Dear colleague,

A copper atom on a silicon site gives you several deep levels inside a gap of about one electron-volt, although adding an electron to a 3d shell costs several electron-volts. Haldane and Anderson resolved this paradox in 1976 with the Anderson impurity model in a gapped host. Here is that model as a problem with numbers, so that you can see which factor does what and how far the answer can be trusted for Cu.

\section*{The problem}

Energies are in eV, measured from the valence-band top. In tetrahedral symmetry the d shell splits into $e$ (4 spin-orbitals) and $t_2$ (6 spin-orbitals). Cu brings 11 valence electrons where Si brought 4. Assume that four of the seven extra electrons fill an inert $e$ shell, whose constant repulsion is absorbed in $E_d$. The $N=6$ spin-orbitals $d_j$ of $t_2$ symmetry each couple to their own channel of host states:
\begin{equation}
H=\sum_{kj}\epsilon_k c^\dagger_{kj}c_{kj}+E_d\sum_j \hat n_j+\sum_{kj}\left(V_k d^\dagger_j c_{kj}+\mathrm{h.c.}\right)+U\sum_{i<j}\hat n_i\hat n_j ,
\end{equation}
with $\hat n_j=d_j^\dagger d_j$. The hybridisation function $\Delta(\epsilon)=\pi\sum_k|V_k|^2\delta(\epsilon-\epsilon_k)$ equals a constant $\Delta$ in both bands and vanishes for $0<\epsilon<E_g$. Both bands have the same width $D$, sent to infinity unless stated otherwise. The temperature is zero and the valence band is full.

Compiled measured values for Si at 300 K: $E_g=1.12$ eV (Wing 2021) and static dielectric constant $\epsilon_r=11.7$ (Ioffe Institute).

Assumed model inputs, all illustrative: $\Delta=2.5$ eV; screened on-site repulsion $U=3.0$ eV; $E_d$ chosen so that the levels lie symmetrically about midgap, $a\equiv E_g/2=0.56$ eV. For the estimates of neglected terms: $D=12$ eV (typical width of the Si valence band), Hund exchange $J=0.8$ eV (typical for a 3d shell), and radii of 2.35 \AA{} (typical Si bond length) and 5 \AA{} (assumed).

\begin{itemize}
\item[(a)] Find the Hartree-Fock equation for the gap level and its d weight $Z$.
\item[(b)] Find the response $\chi_1$ of the d occupation to a shift of the d level.
\item[(c)] Find the spacing $U_{\rm eff}$ of successive charge transition levels and the change of d charge per added electron.
\item[(d)] List the levels and count the charge states.
\item[(e)] Give the size of what was neglected.
\end{itemize}

\section*{(a) The gap level and its d weight}

Hartree-Fock with a diagonal d density matrix, $n_j=\langle \hat n_j\rangle$, replaces the interaction by a shift of each orbital,
\begin{equation}\label{hf}
\varepsilon_i=E_d+U\sum_{j\neq i}n_j=E_d+U(n_d-n_i),\qquad n_d=\sum_j n_j .
\end{equation}
An electron does not repel itself, hence the term $-Un_i$. Eliminating the host states from the one-electron problem gives the d Green function
\begin{equation}
G_i(z)=\frac{1}{z-\varepsilon_i-\Sigma(z)},\qquad \Sigma(z)=\frac1\pi\int\frac{\Delta(\epsilon)\,d\epsilon}{z-\epsilon}.
\end{equation}
For real $E$ in the gap the two bands give
\begin{equation}\label{sigD}
\Sigma(E)=\frac{\Delta}{\pi}\left[\ln\frac{E+D}{E}-\ln\frac{E_g+D-E}{E_g-E}\right]\;\xrightarrow{D\to\infty}\;\frac{\Delta}{\pi}\ln\frac{E_g-E}{E}.
\end{equation}
The valence band pushes the level up and the conduction band pushes it down. The bound state is the pole of $G_i$,
\begin{equation}\label{pole}
E_i-\varepsilon_i-\Sigma(E_i)=0 .
\end{equation}
The left side rises monotonically from $-\infty$ at $E\to0^+$ to $+\infty$ at $E\to E_g^-$, so each spin-orbital has exactly one gap state, whatever $\varepsilon_i$ is. The phase of $1/G_i(\omega+i0)$ is $\pi$ both at $\omega\to-\infty$ and at the valence edge, so the number of valence states in each channel is unchanged. The three remaining electrons of neutral Cu therefore sit in the six gap states. With $m$ gap electrons the charge is $3-m$ in units of $e$: Cu$^+$ is $t_2^2$, Cu$^0$ is $t_2^3$, Cu$^-$ is $t_2^4$.

The residue at the pole is the d weight of the gap state:
\begin{equation}\label{Z}
Z(E)=\frac{1}{1-\Sigma'(E)}=\left[1+\frac{\Delta}{\pi}\frac{E_g}{E(E_g-E)}\right]^{-1}.
\end{equation}
Differentiating Eq.~\eqref{pole} gives $dE/d\varepsilon=Z$. The same number thus plays two parts. An electron put into the gap state deposits only $Z$ on the d orbital, and a shift of the d orbital moves the gap state by only $Z$ times that shift.

With $\Delta/\pi=0.7958$ eV, the midgap value follows from $\lambda=4\Delta/(\pi E_g)=2.842$:
\begin{equation}
Z=\frac{1}{1+\lambda}=0.2603,\qquad Z^2=0.06774 .
\end{equation}
Away from midgap, $E=0.30$ eV needs $\varepsilon=E-\Sigma(E)=-0.50$ eV and has $Z=0.216$, while $E=0.10$ eV needs $\varepsilon=-1.75$ eV and has $Z=0.103$. The weight is largest at midgap and falls to zero at the edges.

\section*{(b) The response of the d charge}

Let $f_i$ be the occupation of gap state $i$. It is 0 or 1 in a physical state, and intermediate values serve to interpolate. Then
\begin{equation}\label{n}
n_i=n_v(\varepsilon_i)+f_iZ,\qquad n_v=-\frac1\pi\int_{-\infty}^0 {\rm Im}\,G_i(\omega+i0)\,d\omega .
\end{equation}
The reference point is $f_i=1/2$, $\varepsilon_i=a$ for all $i$. There $\Sigma(a)=0$ and $E_i=a$. Valence and conduction bands carry equal d weight, so $n_v=(1-Z)/2=0.370$ and $n_i=1/2$. Equation~\eqref{hf} then fixes $E_d=a-(N-1)U/2=0.56\ {\rm eV}-7.5\ {\rm eV}=-6.94$ eV.

Define the response per spin-orbital as $\chi_1=-\partial n_i/\partial\varepsilon_i$ at fixed $f_i$, and $\chi=N\chi_1$ for the whole shell. The derivative is taken with respect to the Hartree-Fock level $\varepsilon_i$, without self-consistent feedback; the feedback is added in part (c). In general $\chi_1$ contains a term $-f_i\,dZ/d\varepsilon$, which vanishes at midgap where $Z$ has its maximum.

To evaluate $n_v$, rotate the contour to the line $z=\mu+iy$ with $0<\mu<E_i$:
\begin{equation}
n_v=\frac12+\frac1\pi\int_0^\infty{\rm Re}\,G_i(\mu+iy)\,dy,\qquad \frac{\partial G_i}{\partial\varepsilon_i}=G_i^2 .
\end{equation}
Near the pole $G_i^2=Z^2/(z-E_i)^2+(dZ/d\varepsilon)/(z-E_i)+\dots$, and the simple pole is absent at midgap. The real part of $Z^2/(z-E_i)^2$ integrates to zero along the line, so it may be subtracted, after which $\mu$ can be moved onto $a$. On that line $\Sigma(a+iy)=-i(2\Delta/\pi)\arctan(y/a)$. With $y=at$,
\begin{equation}\label{chi}
\chi_1=\frac{1}{\pi a}\int_0^\infty\left[\frac{1}{(t+\lambda\arctan t)^2}-\frac{Z^2}{t^2}\right]dt=0.1106\ {\rm eV}^{-1},
\end{equation}
by numerical quadrature for $\lambda=2.842$. The integrand is positive because $\arctan t<t$. For orientation, a gapless host with the same $\Delta$ and the level at the Fermi energy has $1/(\pi\Delta)=0.1273$ eV$^{-1}$. Physically, raising the d level drains d character out of the filled bonding states, and that charge moves to the host.

\section*{(c) The effective $U$}

The Hartree-Fock energy is the sum of occupied one-electron energies minus $U\sum_{i<j}n_in_j$. It is stationary with respect to the $\varepsilon_i$, so $\partial\mathcal E/\partial f_i=E_i$, which is Janak's theorem for this model. The curvature of the energy is therefore $K_{ij}=\partial E_i/\partial f_j$. Linearising Eqs.~\eqref{hf}, \eqref{pole} and \eqref{n} about the reference point gives, in vector form,
\begin{equation}
\delta n=Z\,\delta f-\chi_1\,\delta\varepsilon,\qquad \delta\varepsilon=M\,\delta n,\qquad \delta E=Z\,\delta\varepsilon,\qquad M_{ij}=U(1-\delta_{ij}),
\end{equation}
and hence $K=Z^2M(1+\chi_1M)^{-1}$. The matrix $M$ has eigenvalue $(N-1)U$ on the uniform vector and $-U$ on the $N-1$ vectors whose components sum to zero. The eigenvalues of $K$ are
\begin{equation}
K_s=\frac{Z^2(N-1)U}{1+(N-1)U\chi_1},\qquad K_a=-\frac{Z^2U}{1-U\chi_1}.
\end{equation}
A physical state has $m$ components $\delta f_i=+1/2$ and $N-m$ components $-1/2$. With $S=\sum_i\delta f_i=m-N/2$, the squared length of its uniform part is $S^2/N$ and that of the rest is $N/4-S^2/N$. To second order,
\begin{equation}
\mathcal E(m)=\mathcal E_0+aS+\frac12\,\frac{K_s-K_a}{N}\,S^2+\frac{N}{8}K_a .
\end{equation}
The transition level, the Fermi energy at which $m$ and $m+1$ electrons are equally favourable, is $\mathcal E(m+1)-\mathcal E(m)=a+U_{\rm eff}(S+\tfrac12)$, with the spacing
\begin{equation}\label{ueff}
U_{\rm eff}=\frac{K_s-K_a}{N}=\frac{Z^2\bar U}{1+\bar U\chi}+\frac{Z^2U}{N(1-U\chi_1)},\qquad \bar U=\frac{N-1}{N}U .
\end{equation}
The first term is the repulsion felt by a charge spread evenly over the shell, screened by back-flow of d charge out of the valence band. The second arises because a real electron occupies one spin-orbital and is not spread over six. Three limits are worth noting. For $\chi_1=0$ the two terms add to $Z^2U$, which becomes the atomic $U$ as $\Delta\to0$. For $N=2$ one finds $Z^2U/(1-U^2\chi_1^2)$, with no screening at all, so the screening comes from having many orbitals. If the term $-Un_i$ in Eq.~\eqref{hf} is dropped, so that $\varepsilon=E_d+Un_d$ for all orbitals, one obtains the compact form
\begin{equation}\label{hartree}
U_{\rm eff}^{\rm H}=\frac{Z^2U}{1+U\chi},
\end{equation}
which is also the limit of Eq.~\eqref{ueff} for large $N$ at fixed $U\chi$. It carries the idea, but $N=6$ is not large.

The numbers are $Z^2U=0.2032$ eV, $U\chi_1=0.332$ and $(N-1)U\chi_1=1.659$. Since $U\chi_1<1$, the expansion has no instability towards spontaneous orbital or spin polarisation. Then
\begin{equation}
K_s=\frac{5\times0.2032\ {\rm eV}}{2.659}=0.382\ {\rm eV},\qquad K_a=-\frac{0.2032\ {\rm eV}}{0.668}=-0.304\ {\rm eV},
\end{equation}
\begin{equation}
U_{\rm eff}=0.0637\ {\rm eV}+0.0507\ {\rm eV}=0.1144\ {\rm eV}.
\end{equation}
The extra figures are kept only to carry the arithmetic. The model's spacing is 0.11 eV, a factor 26 below $U$. The weight $Z^2$ supplies a factor 15 and the response of the valence band a net factor 1.8. Equation~\eqref{hartree} with $U\chi=1.99$ gives 0.068 eV, which is 41 per cent below the result of Eq.~\eqref{ueff}. The second term of Eq.~\eqref{ueff} makes up 44 per cent of the total and cannot be dropped here.

Summing $\delta n=(1+\chi_1M)^{-1}Z\,\delta f$ over the orbitals picks out the uniform eigenvalue:
\begin{equation}
\frac{dn_d}{dm}=\frac{Z}{1+(N-1)U\chi_1}=\frac{0.2603}{2.659}=0.098 .
\end{equation}
When your junction fills a trap with one electron, the model's d shell gains about a tenth of an electron. The charge label of the defect describes the whole region around the atom and says little about the d occupation.

\section*{(d) The ladder of levels}

With $a+U_{\rm eff}(m-\tfrac52)$ for the step from $m$ to $m+1$, the model gives
\begin{center}
\begin{tabular}{lcccccc}
transition & $3+/2+$ & $2+/+$ & $+/0$ & $0/-$ & $-/2-$ & $2-/3-$\\
level (eV) & 0.27 & 0.39 & 0.50 & 0.62 & 0.73 & 0.85
\end{tabular}
\end{center}
The centre of the ladder is an input, fixed by the choice of $E_d$; only the spacing is a result. The gap has room for about $E_g/U_{\rm eff}=9.8$ levels, against $E_g/U=0.37$ for an unhybridised shell, which would show one level at most. Two corrections apply to this count. A ladder of $p$ levels separates $p+1$ charge states, and $p$ cannot exceed the degeneracy $N$. The model thus has six levels and seven charge states, limited by the size of the $t_2$ shell. For larger $U_{\rm eff}$ the ratio $E_g/U_{\rm eff}$ counts only the deep levels. The logarithms in Eq.~\eqref{sigD} keep the others bound exponentially close to the edges. That feature comes from the step in $\Delta(\epsilon)$; a density of states that starts as a square root gives a finite $\Sigma$ at the edge and lets a level merge with the band.

\section*{(e) What was neglected}

\emph{Nonlinearity.} The reference point is particle-hole symmetric, so odd orders beyond the first vanish and the leading correction to $\mathcal E$ is of fourth order in $\delta f$. In Cu$^0$ the vector $\delta f$ sums to zero, so filled and empty one-electron levels move by $K_a\delta f_i=\mp0.152$ eV, to 0.408 eV and 0.712 eV. These eigenvalues are not the transition levels, because they omit the relaxation of the other orbitals. At either energy Eq.~\eqref{Z} gives $Z=0.246$, so $Z^2$ is 11 per cent lower than at midgap. The term $(f_i-\tfrac12)\,Z\,dZ/dE$ lowers $\chi_1$ by 0.024 eV$^{-1}$ for both sets, which alone would raise Eq.~\eqref{ueff} to 0.119 eV. The two changes oppose each other. The quadratic result is good to about ten per cent near the centre and is less reliable for the outer levels.

\emph{Finite bands.} Differentiating Eq.~\eqref{sigD} at $D=12$ eV reduces $1-\Sigma'$ by $(\Delta/\pi)\,2/(D+a)=0.127$. Then $Z=0.269$ and $Z^2$ rises by 7 per cent. A hybridisation concentrated near the gap edges would change more than this.

\emph{Hund exchange.} Like spins repel with $U-J$. The scale of the effect on the gap levels is $Z^2J=0.054$ eV before any response factor, about half of $U_{\rm eff}$. For high-spin filling it narrows the steps among like spins and widens the step across the half-filled shell, between $+/0$ and $0/-$. The even ladder above is the $J=0$ case.

\emph{Jahn-Teller relaxation.} A partly filled $t_2$ shell distorts, and the energy gained differs between charge states. A typical scale is of order 0.1 eV, equal to $U_{\rm eff}$ itself, and the model has no lattice coordinate to describe it.

\emph{Coulomb energy of the host charge.} This is the largest omission. About nine tenths of each added electron resides on the host, where the Hamiltonian has no interaction. Treat the net charge $qe$ as a shell of radius $R$ in the dielectric. Its energy is $q^2e^2/(8\pi\epsilon_0\epsilon_rR)$, whose second difference in $q$ is
\begin{equation}
U_{\rm host}=\frac{e^2}{4\pi\epsilon_0\epsilon_rR}=\frac{14.40\ {\rm eV\,\AA}}{11.7\,R}.
\end{equation}
This is 0.25 eV for $R=5$ \AA{} and 0.52 eV for $R=2.35$ \AA. The bulk $\epsilon_r$ is doubtful at such short range, so read these as orders of magnitude. Both exceed the on-site term. Adding the smaller one crudely gives a spacing of 0.36 eV and $E_g/(0.36\ {\rm eV})=3.1$, so about three levels would remain in the gap. Since $R$ is free, this shows sensitivity and predicts nothing.

\section*{How to read the number for copper}

The 0.11 eV belongs to the model with the assumed $U$ and $\Delta$. As typical knowledge and not as a measurement, substitutional Cu is usually assigned about three levels in the gap, spaced by roughly 0.3 to 0.5 eV, so the on-site model falls short in the spacing by a factor of roughly three to four and yields too many charge states. The neglected host term has the sign that widens the spacing.

The flat, symmetric $\Delta$ also misrepresents the d shell. It forces $n_i=1/2$ on average for a ladder centred at midgap, which with the full $e$ shell is $d^7$. In the vacancy model of Watkins, the usual picture for elements at the end of a transition series, the d shell lies in the valence band nearly full, and the gap $t_2$ state is mainly the dangling-bond state of the vacancy with a small d admixture. That picture needs a $\Delta(\epsilon)$ with strong weight near the gap. The pole condition \eqref{pole}, the definition $Z=1/(1-\Sigma')$ and the linear-response argument of part (c) carry over to any $\Delta(\epsilon)$, with $Z$ and $\chi_1$ evaluated at the actual level; the closed forms \eqref{Z} and \eqref{chi} do not. A smaller $Z$ shrinks the prefactor $Z^2U$ quadratically and hands still more of the spacing to the host.

For your spectra this means that a spacing of two DLTS levels cannot be inverted for the on-site $U$. It contains $Z^2U$ with its response factor, exchange, lattice relaxation and the screened charging energy of the neighbours, and in the estimates above these are all within a factor of ten of each other. A probe of the d occupation itself, such as a core-level shift followed across charge states, tests the model more directly, through the small value of $dn_d/dm$.

With best regards.